How well does each class of method reproduce the energy that holds small tin and indium molecules together? An error here is the level less the CCSD(T) reference, itself as a rule a focal-point estimate of the basis-set limit, in kJ/mol per bond, so a negative error means too little binding. The means describe these nine molecules alone, each in one conformer.

Errors in electronic atomization energies per bond (level less reference, no zero-point or spin-orbit terms) for nine closed-shell tin and indium molecules (named by SMILES), from gas-phase Ansatz 0.2.0 runs at PBE0-D4/def2-TZVP geometries. Functionals use def2-TZVPP, the reference is a frozen-core CCSD(T) estimate of the basis-set limit, as a rule a focal-point one (Hartree–Fock and MP2 correlation extrapolated from def2-TZVPP and def2-QZVPP, CCSD(T) less MP2 from def2-TZVPP alone), and elements past Kr have def2 core potentials.

```
         level            class  exact exchange, short range (%)  exact exchange, long range (%)  mean signed error (kJ/mol)  mean absolute error (kJ/mol)  largest error (kJ/mol)  case of the largest error  cases too high
         SPW92              LDA                                0                               0                        50.6                          50.6                    81.2         N#[C][In]([F])[Cl]               9
        PBE-D4              GGA                                0                               0                         1.4                           5.7                    17.9         N#[C][In]([F])[Cl]               4
       BLYP-D4              GGA                                0                               0                        -4.6                           4.6                    -8.2            [CH3][SnH2][Cl]               0
     revPBE-D4              GGA                                0                               0                        -8.8                           8.8                   -15.2               [F][SnH2][F]               0
     r2SCAN-D4         meta-GGA                                0                               0                        -3.2                           3.4                    -7.0               [F][SnH2][F]               1
        B97M-V         meta-GGA                                0                               0                         0.3                           1.4                     2.7            [CH3][SnH2][Cl]               6
      HSE06-D4  screened hybrid                               25                               0                        -6.8                           7.0                   -16.4               [F][SnH2][F]               1
    r2SCANh-D4    global hybrid                               10                              10                        -6.5                           6.5                   -12.4               [F][SnH2][F]               0
      B3LYP-D4    global hybrid                               20                              20                        -5.2                           5.2                   -10.9               [F][SnH2][F]               0
    r2SCAN0-D4    global hybrid                               25                              25                       -11.2                          11.2                   -24.2         N#[C][In]([F])[Cl]               0
       wB97M-V  range-separated                               15                             100                        -2.1                           2.4                    -7.7               [F][SnH2][F]               3
       wB97X-V  range-separated                               17                             100                        -0.2                           0.9                    -2.3               [F][SnH2][F]               4
      PBE-QIDH    double hybrid                               69                              69                        -8.1                           8.1                   -16.7               [F][SnH2][F]               0
     MP2/limit    wave function                              n/a                             n/a                         4.9                           6.7                    26.1         N#[C][In]([F])[Cl]               7
MP2/def2-TZVPP    wave function                              n/a                             n/a                        -6.5                           8.2                   -13.9              [NH3+][InH3-]               1
```

Which level errs most, and why in that direction? SPW92, the LDA, overbinds every case, by 50.6 on average, or 13.6 % of the mean reference value. The standard argument starts from the uniform electron gas, where the LDA is exact, and notes that its exchange is too weak where the density varies steeply. Free atoms have more steep outer surface than the molecule, so their energy is too high by more than the molecule's, and the atomization energy is too large. Gradient corrections lower the atoms more than the molecule and remove most of this, but the GGA means still run from +1.4 to −8.8, a spread of 10.2, so the class alone does not fix how much error remains.

Does the smallest mean make PBE-D4 the best GGA? In the limit of pure bias all errors share a sign and the mean signed error equals the mean absolute error in size; in pure scatter the signed mean vanishes. PBE-D4 is near the scatter limit, with a mean of +1.4 against an absolute mean of 5.7. Removing its worst case, NC–In(F)Cl at +17.9, turns the mean of the rest to −0.7. BLYP-D4 sits at the bias limit, low in every case, yet its absolute mean is smaller. The gap between the two absolute means is only 1.1, and the reference is as a rule a focal-point estimate whose own error these runs do not measure. It also has a core-valence fault: outer-core shells of the metals are correlated without the basis functions made for them. In the data makers' tests on other systems this moved the CCSD(T) limit by up to about 4 per bond. The table therefore names no winner between the two; it shows only that a small signed mean is no proof of small errors.

What happens when exact exchange is mixed in? Theory argues from the exchange hole, the region around an electron that electrons of like spin avoid. In a bond the exact hole spreads over both atoms, whereas a semilocal hole stays near the electron and so imitates the correlation that keeps a bonding pair apart. A free atom has one centre and little such imitation to lose. Exact exchange therefore costs the molecule more than the atoms, and towards full exact exchange the binding falls short, much as in Hartree–Fock.

At fixed density, a share $a$ (in per cent) gives $E(a)=E(0)+\frac{a}{100}\left(E_x^{\rm exact}-E_x^{\rm semilocal}\right)$. Taking atoms less molecule and subtracting the reference gives a mean error $\varepsilon(a)=\varepsilon_0+s\,a$, with $\varepsilon_0$ the error of the parent functional. A least-squares line through r2SCAN-D4, r2SCANh-D4 and r2SCAN0-D4 has $s=-0.319$ kJ/mol per bond and per cent. It misses no point by more than 0.07, close to the table's rounding of 0.05, although densities and dispersion parameters change too. If nothing but the share changes, a parent that underbinds on average gets worse with mixing, and only one that overbinds can gain.

Does that slope carry over to other parents? For HSE06-D4, which was not in the fit, the parent is PBE-D4, and $1.4-0.319\times25=-6.6$, within a few tenths of the table's entry. HSE06 has exact exchange at short range only. The match would follow if the long-range part largely cancelled between atoms and molecule and if PBE's exchange responded to mixing as r2SCAN's does. One pair of rows cannot test the two apart.

The line fails where the recipe changes more than the share. B3LYP-D4 (the VWN-RPA form) lies 5.8 above the estimate from BLYP-D4, and by definition it also trims the gradient correction to exchange and alters the correlation; the trimmed term, scaled crudely from the gap between LDA and BLYP-D4, restores a few kJ/mol. PBE-QIDH lies 12.5 above its estimate from PBE-D4, in the direction expected when MP2-type correlation replaces what the semilocal hole imitated. One least-squares line against the short-range share through all twelve functionals beyond the LDA explains only 20 % of the variance of the means, so the share alone does not order the table. The range-separated rows fit the argument badly: wB97X-V has 17 % exact exchange at short range and nothing else at long range, yet its mean is only −0.2. Its other terms were fitted together with the exact exchange and may make up the loss, but no row tests this.

Which molecules cause the largest errors? F₂SnH₂ is the worst case for eight levels, too low each time, and NC–In(F)Cl for four. Counting bonds as atoms less one, these two have the fewest, and the indium compound has none to hydrogen. It is tempting to say that bonds to hydrogen are described well and dilute the per-bond error elsewhere. That does not suffice: F–Sn–O–SiH₃, a bent tin(II) molecule, has the hydrogen share of F₂SnH₂ and is never worst, while H₃N–InH₃, the richest in hydrogen, is the worst case of MP2 in def2-TZVPP. For the indium cyanide a likelier source is the C≡N triple bond, which counts as one bond here although three electron pairs share it. For F₂SnH₂ no row isolates a source. Part of the shortfall that eight levels share could lie in the reference itself, through its core-valence fault or through taking CCSD(T) less MP2 in triple zeta alone, as was done for this molecule and for the indium cyanide. How large either part is, these runs do not show.

The table does show that NC–In(F)Cl is unusually sensitive to exact exchange. No case in r2SCANh-D4 lies below −12.4, and this one reaches −24.2 in r2SCAN0-D4. Over fifteen points of share it therefore falls by at least 0.79 per point, about 2.5 times the mean slope. This fits the triple bond, where exact exchange is expected to cost most, but no row isolates that bond.

What would a larger basis change? For MP2 the mean moves by 11.4, from −6.5 in def2-TZVPP to +4.9 at the limit. Theory argues that a finite basis misses correlation of close electron pairs, and bonding creates more such pairs than the free atoms hold. Outer-core shells correlated without core-valence functions also enter this shift, and in the data makers' tests on other systems they disturbed correlated values in a finite set more than at the limit. Where molecule and atoms both have a focal-point reference, the error of MP2 at the limit is simply its gap to CCSD(T) in triple zeta, so the +4.9 is not free of that set's faults either. Since a third of the correlation in PBE-QIDH is MP2-like, very roughly 4 of its underbinding may be basis error and not the functional's. The other functionals have no MP2 term and should shift much less, though no row measures it.

Which digits can be trusted? No run here measures how far the core-valence fault moves the CCSD(T) limit. If the figure of up to about 4 per bond from tests on other systems is any guide, the effect can be far beyond the rounding. The four lowest absolute means, those of wB97X-V, B97M-V, wB97M-V and r2SCAN-D4, span only 2.5, so their order cannot be taken as settled. Nor is the reference, as a rule, an extrapolation of CCSD(T) itself: only Hartree–Fock and MP2 correlation are taken to the limit, and CCSD(T) less MP2 is added from triple zeta alone. Of the nine molecular reference energies seven are such composites and two are direct extrapolations. CCSD(T) lies 0.68 eV below MP2 for F₂SnH₂ and 1.35 to 2.13 eV below it in four other composite cases, but within 0.2 eV of it in the two direct ones. The routes thus seem to differ, though the molecules differ as well. As wB97X-V stays within 2.3 kJ/mol per bond of the reference in every case, most of any such difference seems to cancel against the atoms, though a remainder of a few kJ/mol per bond cannot be excluded. Differences between the signed means of two levels, and hence $s$, do not involve the reference at all, though rounding of the means leaves the third decimal of $s$ open. The LDA error, 50.6 on average, is far larger than either weakness of the reference is likely to explain.

Agreement with the reference is still not agreement with measurement, because both sides omit zero-point motion and spin-orbit coupling. The spin-orbit lowering of a free tin atom, roughly 30 kJ/mol as a recalled value, would take some 7 to 8 per bond off F₂SnH₂, more than the absolute mean error of the best rows. An average per bond is also not the energy to break one chosen bond.
